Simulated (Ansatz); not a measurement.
## Ta₂O₅: energy along a strain

Ta₂O₅, Pmmm, a = 3.666 Å, b = 3.857 Å, c = 6.456 Å. The structure is a Materials Project entry; whether it is the stable form wasn't checked. Ansatz: r2SCAN, PAW, 500 eV, Γ-centred 8×8×4 mesh on 7 atoms, Gaussian smearing 0.05 eV; no spin polarisation. Cell vectors (Å): 3.666 0.000 0.000; 0.000 3.857 0.000; 0.000 0.000 6.456. The cell is strained by x per cent times the pattern (0 0 0 0 1 0) in the order xx yy zz yz xz xy (engineering shears), with fractional coordinates held. y is the free energy over the start, V0 = 13.041 Å³/atom. Symmetry makes y even in x. Points with a strain past 8.5 % were computed too (4) and aren't used here.

| x (%) | y (meV/atom) |
| --- | --- |
| -7.50 | 15.09 |
| 0.00 | 0.00 |
| 1.87 | 0.92 |
| 3.75 | ? |
| 5.62 | 8.41 |

Fit y = c2 x² + c4 x⁴ to the other rows, get the stiffness along the pattern, and predict the missing energy.

Least squares on the rows shown. y = 0.26366 x² + 8.1983×10⁻⁵ x⁴. The clamped-ion stiffness p·C·p = 2 × 2.637 eV × 160.2 / 13.041 Å³ = 65 GPa, which is C55 in these axes. At x = 3.75 the fit asked for gives 3.72 meV/atom. The run gave 3.72 meV/atom, the same to the digits shown.

Spin–orbit coupling is left out, which can shift energies with elements as heavy as these.

The energy rises almost quadratically over the whole strain range, with only a slight quartic stiffening, so the shear response is close to harmonic. Symmetry removes the cubic term, which leaves the quartic one as the first possible anharmonic correction. The match at 3.75 % supports a smooth interpolation within the sampled range, but is a weak test of the quartic coefficient, because that term contributes little there.

The restoring force probably comes from distorting the Ta–O framework, where O 2p–Ta 5d covalency adds a directional part to the ionic bonding. With fractional coordinates held, the polyhedra can't lower the energy by rotating or by shifting Ta off centre, a distortion to which d⁰ cations are often prone. Where symmetry lets such displacements couple to the shear, relaxation about a stable starting structure would lower C55, so 65 GPa is best read as an upper bound for the static relaxed response within this model. The positive curvature shows resistance to this one homogeneous shear, and doesn't exclude an instability towards internal displacements or a larger repeat unit.
